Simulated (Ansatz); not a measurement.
## C6H10O (cyclohexanone): the atomisation enthalpy at 298 K, rung by rung

C6H10O has 17 atoms, charge 0, and is taken as a singlet. SMILES: `O=C1CCCCC1`. The coordinates come from a PBE0-D4/def2-TZVP relaxation. This is one conformer, not always the lowest.

```xyz
17

O    -0.7070   -1.9907    1.6800
C    -0.2761   -1.0070    1.1305
C     1.0715   -0.9834    0.4507
C     0.9789   -0.4130   -0.9651
C     0.2787    0.9372   -0.9774
C    -1.1076    0.8396   -0.3590
C    -1.0477    0.2889    1.0663
H     1.4861   -1.9921    0.4649
H     1.7286   -0.3412    1.0520
H     1.9807   -0.3336   -1.3957
H     0.4229   -1.1145   -1.5977
H     0.2079    1.3148   -2.0014
H     0.8785    1.6648   -0.4162
H    -1.5997    1.8158   -0.3556
H    -1.7312    0.1786   -0.9719
H    -2.0396    0.1245    1.4891
H    -0.5248    1.0115    1.7066
```

Each level gives the atomisation enthalpy at 298 K (kJ/mol). The values are calculated. The thermal term (zero-point and 298 K enthalpy, harmonic and unscaled) is that of HF/6-31G*; the spin-orbit lowering of the free atoms at 298 K, 0.5 kJ/mol by their spectra, is taken off.

Measured value to compare with: CRC Handbook of Chemistry and Physics gives the atomisation enthalpy at 298 K of the gas as 6957 kJ/mol.

```
                               level                    kind  program  value (kJ/mol)  computed − measured
     HF/6-31G* (spherical functions)            Hartree–Fock   Ansatz            5055                -1902
    PBE/6-31G* (spherical functions)                     GGA   Ansatz            7126                 +169
 revPBE/6-31G* (spherical functions)                     GGA   Ansatz            6863                  -94
  B3LYP/6-31G* (spherical functions)           global hybrid   Ansatz            6892                  -65
  BHLYP/6-31G* (spherical functions)           global hybrid   Ansatz            6699                 -258
   PBE0/6-31G* (spherical functions)           global hybrid   Ansatz            6997                  +40
wB97M-V/6-31G* (spherical functions)  range-separated hybrid   Ansatz            7033                  +76
CCSD(T)/6-31G* (spherical functions)   coupled cluster or CI   Ansatz            6361                 -596
```

Nearest: PBE0/6-31G* (spherical functions) (+40 kJ/mol); farthest: HF/6-31G* (spherical functions) (-1902 kJ/mol). Computed less measured by kind, in kJ/mol (of the ab initio rows, those in 6-31G*): Hartree–Fock -1902; GGA -94 to +169; global hybrid -258 to +40; range-separated hybrid +76; coupled cluster or CI -596. Wave-function methods converge slowly with the basis and bind too weakly in sets of this size; that is part of their error here.

Hartree–Fock recovers far too little of the binding because atomisation breaks up many electron pairs, and the correlation energy of those pairs is much larger in the molecule than in the separated atoms. CCSD(T) restores most of the missing binding, moving the deviation from -1902 to -596 kJ/mol.

Among the density functionals, the treatment of exchange largely sets the balance. PBE overbinds, while revPBE, which favours the stronger density gradients of free atoms, falls below experiment. Binding also weakens from PBE to PBE0 and from B3LYP to BHLYP as exact exchange replaces semilocal exchange. Its share does not order the whole table, however, since revPBE, with none, lies below B3LYP.

The closeness of PBE0 does not establish it as the most accurate functional here. Harmonic Hartree–Fock frequencies are usually too high, so the common thermal term probably lowers every enthalpy. Correcting this would increase the overbinding of PBE0 and reduce the underbinding of B3LYP, possibly reversing their order.
